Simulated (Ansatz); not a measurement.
HgF3: energy above lowest point against volume scale

Free energy against uniform scaling of the volume at fixed shape and fractions; periodic cell, basis, potentials, k mesh and filling as listed. The results are calculated, by Ansatz 0.2.0.

The cell before it is scaled or strained (space group Fm-3m, No. 225):
```
HgF3
1.0
      0.0000     2.8727     2.8727
      2.8727     0.0000     2.8727
      2.8727     2.8727     0.0000
Hg F
1 3
Direct
  0.00000 0.00000 0.00000
  0.25000 0.25000 0.25000
  0.75000 0.75000 0.75000
  0.50000 0.50000 0.50000
```

Settings of every row: functional r2SCAN; dispersion none; potentials PAW; wave cutoff 600 eV; density cutoff 2400 eV; k mesh 7x7x7; k shift 0x0x0; occupations fermi dirac; smearing width 0.1 eV; spin none.

Limits: coarse k mesh, up to 40 meV an atom off; odd electron count without spin; no spin-orbit coupling, which can matter with elements this heavy; the cell comes from a prototype or a list of computed structures and needn't be the stable phase.

```csv
row,volume scale,V (Å³/atom),energy above lowest point (meV/atom)
1,0.9406,11.149,0
2,0.9703,11.501,?
3,1,11.853,12
4,1.0297,12.205,26.4
5,1.0594,12.557,45.1
```

Question: what energy above lowest point should row 2 give?

Worked fit of energy above lowest point. Take u = (V_r/V)^(2/3) − 1 with V_r = 12.029 Å³ an atom, which is twice the finite (Eulerian) strain; such expansions in the strain, on which the Birch-Murnaghan equation of state is built, carry the rest volume and the bulk modulus. The shown rows have u = 0.05195, 0.00987, -0.00964, -0.02823. Least squares give energy above lowest point = 18.59 − 735 × u + 7260 × u² meV/atom; a straight line predicts inner rows, each left out in turn, worse (root mean square 7.1 against 0.11 meV/atom). All shown rows lie on it to the printed digit. Its lowest point lies at u = 0.0506, or V = 11.17 Å³ an atom, and the curvature there gives the bulk modulus at fixed shape and fractions, B = (4/9)(1 + u)² E″(u)/V = 102 GPa. The withheld row has u = 0.03038, so the fit gives 18.59 − 735 × (0.03038) + 7260 × (0.03038)² = 3.0 meV/atom.

The calculation gave 2.8 meV/atom. The fit lies 0.2 meV/atom (7.1 % of the value, 0.44 % of the column's range) above it; its largest miss of a shown row is 0.0 meV/atom.
